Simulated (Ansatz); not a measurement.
# A series in volume ratio on IrAuO2

Plane-wave density functional theory, PAW datasets, Gaussian smearing 0.05 eV: equation of state, the given cell scaled in volume with shape and atoms relaxed at each volume. The results are calculated, by Ansatz 0.2.0.

The cell before it is scaled or strained (space group R-3m, No. 166):
```
IrAuO2
1.0
      1.5741     0.9088     6.0259
     -1.5741     0.9088     6.0259
      0.0000    -1.8176     6.0259
Au Ir O
1 1 2
Direct
  0.00000 0.00000 0.00000
  0.50000 0.50000 0.50000
  0.11460 0.11460 0.11460
  0.88540 0.88540 0.88540
```

Settings of every row: paw set soft_2; functional PBEsol; spin treatment none; moment partition spheres; spin axis none; wave cutoff 420 eV; k mesh 12x12x12; symmetry use detected.

Atom hubbard u: 0 on all atoms.

Limits: no spin-orbit coupling, which can matter with elements this heavy; the cell comes from a prototype or a list of computed structures and needn't be the stable phase.

| row | volume ratio | V (Å³/atom) | pressure (GPa) | energy above given cell (meV per atom) |
| --- | --- | --- | --- | --- |
| 1 | 0.96 | 12.413 | 8.789 | 13.65 |
| 2 | 0.98 | 12.671 | ? | ? |
| 3 | 1 | 12.93 | -0.005 | 0 |
| 4 | 1.02 | 13.189 | -3.733 | 3.04 |
| 5 | 1.04 | 13.447 | -7.058 | 11.81 |

Question: what pressure and energy above given cell should row 2 give?

Worked fit of pressure. Take u = (V_r/V)^(2/3) − 1 with V_r = 13.059 Å³ an atom, which is twice the finite (Eulerian) strain; such expansions in the strain, on which the Birch-Murnaghan equation of state is built, carry the rest volume and the bulk modulus. The shown rows have u = 0.0344, 0.00664, -0.00658, -0.01933. Least squares give pressure = −1.9145 + 282.266 × u + 839.36 × u² GPa; a straight line predicts inner rows, each left out in turn, worse (root mean square 0.37 against 0.005 GPa). The rows lie off it by 0.000, -0.002, 0.002, -0.001. The pressure vanishes at u = 0.0067, or V = 12.93 Å³ an atom, and there the bulk modulus with shape and atoms relaxed is B = −V dP/dV = (2/3)(1 + u) dP/du = 197 GPa. The withheld row has u = 0.02031, so the fit gives −1.9145 + 282.266 × (0.02031) + 839.36 × (0.02031)² = 4.165 GPa.

The calculation gave 4.156 GPa. The fit lies 0.009 GPa (0.057 % of the column's range) above it; its largest miss of a shown row is 0.002 GPa.

Worked fit of energy above given cell. Take u = (V_r/V)^(2/3) − 1 with V_r = 13.059 Å³ an atom, which is twice the finite (Eulerian) strain; such expansions in the strain, on which the Birch-Murnaghan equation of state is built, carry the rest volume and the bulk modulus. The shown rows have u = 0.0344, 0.00664, -0.00658, -0.01933. Least squares give energy above given cell = 0.757 − 231.22 × u + 17616.6 × u² meV per atom; a straight line predicts inner rows, each left out in turn, worse (root mean square 7.8 against 0.0033 meV per atom). All shown rows lie on it to the printed digit. Its lowest point lies at u = 0.0066, or V = 12.93 Å³ an atom, and the curvature there gives the bulk modulus with shape and atoms relaxed, B = (4/9)(1 + u)² E″(u)/V = 197 GPa. The withheld row has u = 0.02031, so the fit gives 0.757 − 231.22 × (0.02031) + 17616.6 × (0.02031)² = 3.33 meV per atom.

The calculation gave 3.27 meV per atom. The fit lies 0.06 meV per atom (1.8 % of the value, 0.44 % of the column's range) above it; its largest miss of a shown row is 0.00 meV per atom.
